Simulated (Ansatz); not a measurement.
## Relative energies of BSi2NH7F isomers

2 of its isomers, all singlets with charge 0: A = `B[SiH2]N[SiH2]F`; B = `FBN([SiH3])[SiH3]`.

Shapes, held fixed at every level: PBE0-D4/def2-TZVP. Flexible molecules stand in one conformer, not always the lowest. Programs: Ansatz 0.2.0.

A:

```xyz
12

B    -1.1878    1.1752    0.3596
Si    0.0289   -0.0398    1.4277
N     0.8891   -0.9093    0.1637
Si    0.5375   -0.5666   -1.4554
F    -0.1505    0.9183   -1.3839
H    -1.0798    2.3628    0.4044
H    -2.2039    0.7234   -0.0827
H    -0.7095   -0.9901    2.3114
H     1.0325    0.6362    2.2998
H     1.6794   -1.4892    0.3993
H    -0.5015   -1.4015   -2.0985
H     1.7425   -0.4747   -2.3114
```

B:

```xyz
12

F     0.7209    2.4199    0.5300
B     0.0410    1.3560    0.9753
N    -0.0063    0.2016    0.1693
Si   -0.8732   -1.2312    0.6748
Si    0.8249    0.2041   -1.3811
H    -0.4952    1.4403    2.0407
H     0.0573   -2.3869    0.7437
H    -1.9414   -1.5499   -0.3069
H    -1.4678   -0.9770    2.0081
H     0.2722    1.2480   -2.2766
H     0.5861   -1.1365   -1.9769
H     2.2814    0.4116   -1.2005
```

Electronic energies in kJ/mol, without zero-point or thermal terms.

```csv
level,kind,B − A
HF/def2-SVP,Hartree–Fock,-183.3
SPW92/def2-TZVPP,LDA,-143.9
PBE-D4/def2-TZVPP,GGA,-142.1
r2SCAN0-D4/def2-TZVPP,global hybrid,-145.0
wB97X-V/def2-TZVPP,range-separated hybrid,-142.5
B2PLYP/def2-TZVPP,double hybrid,-150.5
CCSD(T)/def2-SVP,coupled cluster or CI,-182.4
CCSD(T)/CBS estimate,coupled cluster or CI,-143.2
```

The highest level, CCSD(T)/CBS estimate, puts B lowest of these. All levels agree on that. The B − A difference spans -183.3 to -142.1 kJ/mol over the levels. The CBS estimate extrapolates MP2 from def2-TZVPP and def2-QZVPP and adds CCSD(T) − MP2 in the triple-zeta set, cores frozen.

B is strongly favoured because its boron is bound directly to both nitrogen and fluorine. The short B–N bond and planar nitrogen in its geometry fit lone-pair donation into the empty boron p orbital, with fluorine adding further π donation. A instead has a comparatively weak B–Si bond and no π donor attached to boron. Its fluorine leans towards the boron, but this long contact is at most a weak donor interaction and cannot make up for the missing bonds. A's strong Si–F bond offsets only part of B's advantage.

The outlying values follow the basis set rather than the treatment of correlation: in def2-SVP, Hartree–Fock and CCSD(T) nearly coincide at -183.3 and -182.4 kJ/mol, whereas every calculation in a larger basis gives a clearly smaller gap. The small set probably describes the polar Si–F bond of A too poorly, since its single set of d polarisation functions on silicon leaves little flexibility. The energy gap does not show how readily A would rearrange, since that requires migration of fluorine and hydrogen over unknown barriers.
